Notes: stochastic reconfiguration (SR) against two rivals. Hartree atomic units, real Ψ, ⟨ ⟩ over Ψ².

Projection. With O_k = ∂lnΨ/∂p_k and dO_k = O_k − ⟨O_k⟩, I project [1 − τ(H − E)]Ψ on Ψ and the dO_kΨ. The Ψ coefficient stays 1, and dp = −τS⁻¹f, with S_kl = ⟨dO_k dO_l⟩ and f_k = ⟨dO_k E_L⟩ = g_k/2, where g = ∇E. So dE/dτ = −2fᵀS⁻¹f, bounded in size by 2σ², σ² = var E_L (Bessel's inequality for (H − E)Ψ). At offset δ from an exact eigenstate, ΔE = δᵀKδ and f = Kδ, with K = H − ES = ½⟨∇O_k·∇O_l⟩. Modes shrink by 1 − τe_k, e_k the eigenvalues of S⁻¹K, so τ < 2/e_max.

Hydrogen, exp(−αr). E_L = −α²/2 + (α−1)/r is constant at α = 1, so E = −1/2 Ha is exact. S = 3/(4α²), f = (α−1)/2, σ² = α²(α−1)²: SR gets 1/3 of the bound. K = 1/2 gives e = 2/3 Ha and τ < 3 Ha⁻¹. This carries over to a hydrogenic donor in GaAs: typical m* = 0.067 and ε = 12.9 make the model's energy unit 11.0 meV.

One parameter cannot separate the methods, so I use exp(−αr)(1 + c₂r² + c₃r³), P = 3. With p₁ = −α, O_k = r^k at the minimum, ⟨rⁿ⟩ = (n+2)!/2ⁿ⁺¹ and K_kl = (kl/2)⟨r^(k+l−2)⟩. Start: α = 1, c₃ = 0, c₂ = c = 10⁻³ bohr⁻². Exactly, ΔE = 6c²/(1 + 6c + 22.5c²) = 6.0 μHa; linearising misses by 0.6%. R = ΔE_n/ΔE₀.

SR: e = 0.386, 0.714, 2.900 Ha, κ = e_max/e_min = 7.50. The step τ = 2/(e_min + e_max) = 0.609 Ha⁻¹ gives R = 0.736·0.585ⁿ + 0.264·0.320ⁿ; steps grow as (κ/4)ln(1/R).

Descent, S replaced by its diagonal: κ = 167. The stiffest mode holds 0.971 of ΔE₀, so I take τ = 1/e_max, which removes it: R = 0.0177·0.730ⁿ + 0.0110·0.988ⁿ; steps grow as (κ/2)ln(1/R). Another fixed τ at best halves the long counts.

Linear method (LM): diagonalise H in the same span. Near the minimum this solves Kdp = −f, leaving O(δ²). Here exp(−r) lies in the span (a favourable start), which gives c′ = c − c/(1 − c⟨O₂⟩) = −c²(3 + 22.5c)/(1 + 3c), so R = 9.1×10⁻⁶, then 7.5×10⁻¹⁶.

Cost. Each stored average takes one multiply-add per sample, so memory is A words and work is AM per step for M samples. Descent: ⟨O⟩, ⟨O²⟩, ⟨OE_L⟩, A = 3P = 9. SR: A = 2P + P(P+1)/2 = 12. LM adds the row H₀ₗ and the non-symmetric H_kl: A = 3P + P(P+1)/2 + P² = 24. The O(P³) solves are minor for M ≫ P.

Steps (work/M) to reach R:
R        descent       SR          LM
1/30     1 (9)         6 (72)      1 (24)
10⁻³     201 (1809)    13 (156)    1 (24)
10⁻⁶     777 (6993)    26 (312)    2 (48)

R inside a work budget:
budget   descent     SR          LM
12M      0.024       0.51        no step
24M      0.020       0.28        9.1×10⁻⁶
180M     8.7×10⁻³    2.4×10⁻⁴    <10⁻¹⁵

Left out. The shared per-sample work w (move, E_L, O_k) favours fewer steps. LM's extra work w′ for ∂E_L/∂p_k leaves it below SR at 10⁻³ while w′ < 132 + 12w. Noise in f vanishes with δ: for P = 1 the per-sample term is (α−1)(r − 5/2 + 3/(2r)), relative variance 6/M for independent samples. At M = 10⁴ that is 6×10⁻⁴, against descent's late gain of 0.012 per step; for P = 3 it is only a gauge.

My picks for this model. Cheapest: descent for R = 1/30, LM for 10⁻³ and 10⁻⁶. Best in budget: descent at 12M, LM at 24M and 180M. With memory capped at 12 words LM drops out; SR is then cheapest at 10⁻³ and 10⁻⁶ and best at 180M, descent still best at 24M. At large P, small R and w = 0, comparing 3P·κ_descent/2 with (P²/2)·κ_SR/4 shows that SR beats descent while κ_descent/κ_SR > P/12; here that ratio is 22.